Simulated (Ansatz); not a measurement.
A series in volume scale on Co3Ir

All results are calculated (Ansatz 0.2.0). Free energy against uniform scaling of the volume at fixed shape and fractions; periodic cell, basis, potentials, k mesh and filling as listed.

The cell before it is scaled or strained (space group Pm-3m, No. 221):
```
CELL_PARAMETERS angstrom
3.58260 0.00000 0.00000
0.00000 3.58260 0.00000
0.00000 0.00000 3.58260
ATOMIC_POSITIONS crystal
Co 0.00000 0.50000 0.50000
Co 0.50000 0.00000 0.50000
Co 0.50000 0.50000 0.00000
Ir 0.00000 0.00000 0.00000
```

Settings of every row: functional r2SCAN; dispersion none; potentials PAW; wave cutoff 544.23 eV; density cutoff 2176.9 eV; k mesh 7x7x7; k shift 0x0x0; occupations fermi dirac; smearing width 0.1 eV; spin collinear.

Limits: coarse k mesh, up to 40 meV an atom off; state may not be the lowest; no spin-orbit coupling, which can matter with elements this heavy; the cell comes from a prototype or a list of computed structures and needn't be the stable phase.

| row | volume scale | V (Å³/atom) | energy above lowest point (meV/atom) |
| --- | --- | --- | --- |
| 1 | 0.92 | 10.576 | 147.8 |
| 2 | 0.9467 | 10.883 | 87.9 |
| 3 | 0.9733 | 11.189 | 44.8 |
| 4 | 1 | 11.496 | 16.8 |
| 5 | 1.0267 | 11.803 | 2.4 |
| 6 | 1.0533 | 12.108 | 0 |
| 7 | 1.08 | 12.415 | ? |

Question: what energy above lowest point should row 7 give?

Worked fit of energy above lowest point. Take u = (V_r/V)^(2/3) − 1 with V_r = 11.343 Å³ an atom, which is twice the finite (Eulerian) strain; such expansions in the strain, on which the Birch-Murnaghan equation of state is built, carry the rest volume and the bulk modulus. The shown rows have u = 0.04778, 0.02798, 0.00915, -0.00889, -0.02615, -0.04258. Least squares give energy above lowest point = 29.01 + 1549.1 × u + 20030 × u² − 8540 × u³ meV/atom; a parabola predicts inner rows, each left out in turn, worse (root mean square 0.27 against 0.11 meV/atom). The rows lie off it by 0.0, 0.1, -0.1, 0.0, 0.0, 0.0. The withheld row has u = -0.05843, so the fit gives 29.01 + 1549.1 × (-0.05843) + 20030 × (-0.05843)² − 8540 × (-0.05843)³ = 8.6 meV/atom.

The calculation gave 8 meV/atom. The fit lies 0.6 meV/atom (7.5 % of the value, 0.41 % of the column's range) above it; its largest miss of a shown row is 0.1 meV/atom. This row lies beyond the range of the fit.
